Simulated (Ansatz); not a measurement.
## A ladder of methods for SiNH2F (SMILES N[Si]F)

SiNH2F has 5 atoms, charge 0, and is taken as a singlet. SMILES: `N[Si]F`. The coordinates come from a PBE0-D4/def2-TZVP relaxation. This is one conformer, not always the lowest.

Each level gives the vertical energy of the triplet above the singlet (eV). The values are calculated.

| level | kind | program | value (eV) | less FCI/STO-3G | CPU time (all runs) |
| --- | --- | --- | --- | --- | --- |
| PBE/STO-3G | GGA | Ansatz | 4.12 | +0.14 | 3.4 s |
| r2SCAN/STO-3G | meta-GGA | Ansatz | 4.04 | +0.06 | 7.7 s |
| BHLYP/STO-3G | global hybrid | Ansatz | 3.95 | -0.03 | 3.3 s |
| r2SCAN0/STO-3G | hybrid meta-GGA | Ansatz | 3.90 | -0.08 | 7.9 s |
| wB97M-V/STO-3G | range-separated hybrid | Ansatz | 4.31 | +0.33 | 49 s |
| wB97X/STO-3G | range-separated hybrid | Ansatz | 3.98 | 0.00 | 16 s |
| B2PLYP/STO-3G | double hybrid | Ansatz | 4.09 | +0.11 | 4.1 s |
| MP2/STO-3G | perturbation theory | Ansatz | 3.92 | -0.06 | 0.29 s |
| BCCD(T)/STO-3G | coupled cluster or CI | Ansatz | 3.99 | +0.01 | 0.6 s |
| FCI/STO-3G | exact in the basis | Ansatz | 3.98 | 0.00 | 41 s |

FCI/STO-3G is exact within its basis and frozen core, so for wave-function methods in that basis the difference is their error; functionals converge differently with the basis, so for them it is only a difference. The values span 3.90 to 4.31 eV. All rows use very small basis sets, so even the best lies far from the true value. Times are those of the runs behind each value, whatever else they computed, on shared processors of several kinds: orders of magnitude only.

Every level places the triplet well above the singlet at this geometry, as expected for a silylene with two π-donor substituents. The silicon lone pair has strong 3s character and is stabilised further by the electronegative nitrogen and fluorine, while donation from their lone pairs, chiefly nitrogen's, raises the formally empty silicon 3p orbital. Promoting an electron between the two therefore costs more than the exchange energy gained by parallel spins.

BCCD(T) lies within 0.01 eV of FCI and MP2 within 0.06 eV, which suggests that a single closed-shell configuration describes the singlet well and that static correlation is minor. Among the functionals, r2SCAN0 falls below r2SCAN, probably because exact exchange favours the parallel-spin state, but the two range-separated hybrids differ too much from each other for a general rule. The exact match of wB97X with FCI is not evidence of superior accuracy. The adiabatic gap should be smaller, since the triplet would relax towards a wider angle at silicon.
